\textbf{Question.} I pump a 10 nm bcc Fe film on an insulating substrate at 300 K, so that $T_e$ jumps to 1500 K. Within the microscopic three-temperature model (M3TM), what are $R$ and the initial $dm/dt$? Does $m$ drop once and recover, or drop in two steps? What changes for a film near 1000 K? Compiled bulk values: $T_C=1043$ K (Br\"annvall 2024), spin moment $\mu_{at}=2.13\,\mu_B$ (Ekholm 2018), $\Theta_D=470$ K (Wikipedia). Typical: $a=2.87$ \AA, $C_e=\gamma T_e$ with $\gamma=700$ J\,m$^{-3}$K$^{-2}$. Assumed: $G=2\times10^{18}$ W\,m$^{-3}$K$^{-1}$, $a_{sf}=0.10$, $C_p=3k_B/V_{at}$, uniform heating, no heat or spin leaving the film.

\textbf{Answer.}

\textbf{Why the equation holds.} The model (Koopmans and co-workers, 2010) puts $D_s=\mu_{at}/\mu_B$ spins $1/2$ on each atom, with Weiss splitting $\Delta=2k_BT_Cm$, populations $(1\pm m)/2$, and $m=M/M(0)$. The electrons supply or absorb $\Delta$. For a flat density of states
\begin{equation}
\int f(\epsilon)[1-f(\epsilon-x)]\,d\epsilon=x\,n_e(x),\qquad n_e(x)=\frac{1}{e^{x/k_BT_e}-1},
\end{equation}
and a gain of $x$ has weight $x(n_e+1)$. Let $w(E)\,dE$ be the golden-rule prefactor per atom for phonons of energy $E$. Emission minus absorption transfers the power $\int wE^2(n_e-n_p)\,dE$, so at high temperature $GV_{at}=k_B\int wE\,dE$. Define $a_{sf}$ by letting spin flips occur with prefactor $a_{sf}w$ times the population of the initial spin level. Each flip changes $m$ by $2/D_s$. Dropping $E$ beside $\Delta$ and setting $2n_p+1\approx2k_BT_p/E$,
\begin{equation}
\frac{dm}{dt}=\frac{a_{sf}}{D_s}\,2k_BT_p\,\Delta\,[(1-m)(n_e+1)-(1+m)n_e]\int\frac{w}{E}\,dE ,
\end{equation}
with $n_e=n_e(\Delta)$. The bracket equals $1-m\coth(mT_C/T_e)$. A Debye spectrum with a constant matrix element has $w\propto E^2$ up to $E_D=k_B\Theta_D$, so $\int (w/E)\,dE=(2/E_D^2)\int wE\,dE$. Hence
\begin{equation}
\frac{dm}{dt}=Rm\frac{T_p}{T_C}\Big[1-m\coth\frac{mT_C}{T_e}\Big],\qquad
R=\frac{8a_{sf}Gk_BT_C^2V_{at}}{(\mu_{at}/\mu_B)E_D^2}.
\end{equation}
The nonzero stationary state is $m=\tanh(mT_C/T_e)$.

\textbf{Rate constant and initial slope.} With $V_{at}=a^3/2=11.82$ \AA$^3$ and $E_D=40.5$ meV,
\begin{equation}
R=\frac{8(0.10)(2\times10^{18}\,\mathrm{W\,m^{-3}K^{-1}})(11.82\times10^{-30}\,\mathrm{m^3})}{2.13\,k_B}\Big(\frac{1043\ \mathrm K}{470\ \mathrm K}\Big)^2=3.17\ \mathrm{ps^{-1}}.
\end{equation}
At 300 K, $m_0=0.9981$ and $\Delta=179$ meV. At $T_e=1500$ K the bracket is $-0.662$ and $Rm_0T_p/T_C=0.909$ ps$^{-1}$, so $dm/dt=-0.60$ ps$^{-1}$. Keeping the exact $n_p$ and the shifts $\Delta\pm E$ at the same $w$ multiplies this slope by only 1.03, because the corrections partly cancel.

\textbf{Heat baths.} The standard M3TM uses $\gamma T_e\dot T_e=-G(T_e-T_p)=-C_p\dot T_p$, with $C_p=3.50\times10^6$ J\,m$^{-3}$K$^{-1}$. The pulse deposits $\tfrac{\gamma}{2}(1500^2-300^2)\,\mathrm{K^2}=7.56\times10^8$ J\,m$^{-3}$, an absorbed fluence of 0.76 mJ\,cm$^{-2}$. Energy conservation gives
\begin{equation}
T_p(T_e)=300\ \mathrm K+\frac{\gamma}{2C_p}\left[(1500\ \mathrm K)^2-T_e^2\right],
\end{equation}
and the baths meet at $T_f=500$ K, where $m_f=0.965$, so $m_0-m_f=0.033$. The gap $T_e-T_p$ initially decays with $\tau_E=C_eC_p/[G(C_e+C_p)]=0.40$ ps.

\textbf{One step or two.} Since $m\to m_f$ in the end, one-step dynamics means that $m$ passes below $m_f$ and recovers. Suppose instead $m\ge m_f$ throughout. For $T_e>T_f$ the loss rate $m[m\coth(mT_C/T_e)-1]$ is then positive and grows with $m$, so it is at least its value at $m_f$. With $dt=-\gamma T_e\,dT_e/[G(T_e-T_p)]$, the loss while $T_e$ falls to 600 K would be at least
\begin{equation}
L=\frac{R\gamma m_f}{GT_C}\int_{600\,\mathrm K}^{1500\,\mathrm K}\Big[m_f\coth\frac{m_fT_C}{T_e}-1\Big]\frac{T_pT_e}{T_e-T_p}\,dT_e .
\end{equation}
The prefactor is $1.03\times10^{-6}$ K$^{-2}$ and the integral $1.72\times10^5$ K$^2$, so $L=0.18$, which is 5.3 times the allowed 0.033. The supposition fails, and the response is one drop followed by recovery. $G$ cancels because $R\propto G$, and $L\propto a_{sf}$, so any $a_{sf}$ above 0.019 gives the same verdict. $L$ is not the depth of the dip.

The bath equations omit the Weiss energy density $-Um^2$, with $U=D_sk_BT_C/2V_{at}=1.30\times10^9$ J\,m$^{-3}$. Reaching $m_f$ costs 11\% of the pulse energy, small against the margin of 5.3. A dip to $m=0.85$, for illustration, would cost 47\%. This cools the electrons, so the standard equations overstate the depth, and I quote none.

\textbf{Near the Curie point.} Set $T_e=T_p=T$, $\theta=T/T_C<1$, and linearise about the stationary $m$, using $\coth(m/\theta)=1/m$ and $\sinh^{-2}(m/\theta)=m^{-2}-1$:
\begin{equation}
\frac1{\tau_M}=R\,(\theta-1+m^2)\ \longrightarrow\ 2R(1-\theta),
\end{equation}
because $m^2\to3(1-\theta)$ as $\theta\to1$. At 1000 K, $\theta=0.9588$ and $m=0.346$, so $\tau_M=4.0$ ps (3.8 ps from the asymptote), against $\tau_E=0.29$ ps. Here the omitted spin energy matters. If the equilibrated baths obey $(C_e+C_p)\dot T=2Um\dot m$, the rate gains the factor $1+C_m/(C_e+C_p)$, with
\begin{equation}
C_m=\frac{D_sk_B}{V_{at}}\,\frac{m^2(1-m^2)}{\theta(\theta-1+m^2)} .
\end{equation}
Per atom, $C_m=2.98\,k_B$ and $C_e+C_p=3.60\,k_B$, a factor of 1.8, which gives $\tau_M=2.2$ ps. This is still much longer than $\tau_E$. A weak pulse on a film held near 1000 K therefore gives a fast drop while the electrons are hot and then a slower one lasting picoseconds. Mean-field exponents and the single-moment picture become crude this close to $T_C$.

\textbf{Figure of merit.} The rate that acts at a given lattice temperature is
\begin{equation}
R\frac{T_p}{T_C}=\frac{8a_{sf}Gk_BT_pV_{at}}{E_D^2}\,\frac{T_C}{\mu_{at}/\mu_B},
\end{equation}
and for Fe $T_C/\mu_{at}=490$ K$/\mu_B$. A large value favours one step and a small value two. It ranks magnets only when $a_{sf}$, $E_D$, $V_{at}$ and the heat capacities are comparable, and it sets no sharp boundary, since the same Fe film changes type as $T_f$ approaches $T_C$.

All times here are the model's. The assumed $G$ and $a_{sf}$ were chosen so that the room-temperature drop takes a few hundred femtoseconds, as is typical of Fe films, so that time scale tests nothing. On a metallic underlayer, spin transport out of the film would add a channel that the model lacks.